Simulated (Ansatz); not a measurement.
# Ge: the change of energy above lowest point and pressure with volume scale

Free energy against uniform scaling of the volume at fixed shape and fractions; periodic cell, basis, potentials, k mesh and filling as listed. The results are calculated, by Ansatz 0.2.0.

The cell before it is scaled or strained (space group I4_1/amd, No. 141):
```
CELL_PARAMETERS angstrom
-2.57450 2.57450 1.39740
2.57450 -2.57450 1.39740
2.57450 2.57450 -1.39740
ATOMIC_POSITIONS crystal
Ge 0.25000 0.75000 0.50000
Ge 0.50000 0.50000 0.00000
```

Settings of every row: functional PBEsol; dispersion none; potentials PAW; wave cutoff 450 eV; density cutoff 1800 eV; k mesh 12x12x12; k shift 0x0x0; occupations fermi dirac; smearing width 0.15 eV; spin none.

Limits: coarse k mesh, up to 40 meV an atom off; the cell comes from a prototype or a list of computed structures and needn't be the stable phase.

```
row  volume scale  V (Å³/atom)  energy above lowest point (meV/atom)  pressure (GPa)
  1           0.9       16.672                                  45.8            9.51
  2         0.925       17.135                                     ?               ?
  3          0.95       17.598                                   8.3            3.72
  4         0.975       18.061                                     1            1.38
  5             1       18.524                                     0           -0.65
  6         1.025       18.987                                   4.5           -2.41
  7          1.05        19.45                                  13.7           -3.94
  8         1.075       19.913                                    27           -5.26
  9           1.1       20.376                                  43.9           -6.41
```

Question: what energy above lowest point and pressure should row 2 give?

Worked fit of energy above lowest point. Take u = (V_r/V)^(2/3) − 1 with V_r = 18.755 Å³ an atom, which is twice the finite (Eulerian) strain; such expansions in the strain, on which the Birch-Murnaghan equation of state is built, carry the rest volume and the bulk modulus. The shown rows have u = 0.08165, 0.04336, 0.02546, 0.0083, -0.00816, -0.02397, -0.03915, -0.05377. Least squares give energy above lowest point = 1.61 − 273.2 × u + 9716 × u² + 3160 × u³ meV/atom; a parabola predicts inner rows, each left out in turn, worse (root mean square 0.24 against 0.016 meV/atom). All shown rows lie on it to the printed digit. Its lowest point lies at u = 0.0140, or V = 18.37 Å³ an atom, and the curvature there gives the bulk modulus at fixed shape and fractions, B = (4/9)(1 + u)² E″(u)/V = 78.5 GPa. Letting shape and atoms relax would as a rule lower it, by much in layered, chain or molecular crystals. The withheld row has u = 0.06208, so the fit gives 1.61 − 273.2 × (0.06208) + 9716 × (0.06208)² + 3160 × (0.06208)³ = 22.9 meV/atom.

The calculation gave 22.9 meV/atom. The fit meets it to the printed digit.

Worked fit of pressure. Take u = (V_r/V)^(2/3) − 1 with V_r = 18.755 Å³ an atom, which is twice the finite (Eulerian) strain; such expansions in the strain, on which the Birch-Murnaghan equation of state is built, carry the rest volume and the bulk modulus. The shown rows have u = 0.08165, 0.04336, 0.02546, 0.0083, -0.00816, -0.02397, -0.03915, -0.05377. Least squares give pressure = −1.559 + 106.98 × u + 327.4 × u² + 279 × u³ GPa; a parabola predicts inner rows, each left out in turn, worse (root mean square 0.021 against 0.0028 GPa). All shown rows lie on it to the printed digit. The pressure vanishes at u = 0.0140, or V = 18.37 Å³ an atom, and there the bulk modulus at fixed shape and fractions is B = −V dP/dV = (2/3)(1 + u) dP/du = 78.6 GPa. Letting shape and atoms relax would as a rule lower it, by much in layered, chain or molecular crystals. The withheld row has u = 0.06208, so the fit gives −1.559 + 106.98 × (0.06208) + 327.4 × (0.06208)² + 279 × (0.06208)³ = 6.41 GPa.

The calculation gave 6.41 GPa. The fit meets it to the printed digit.
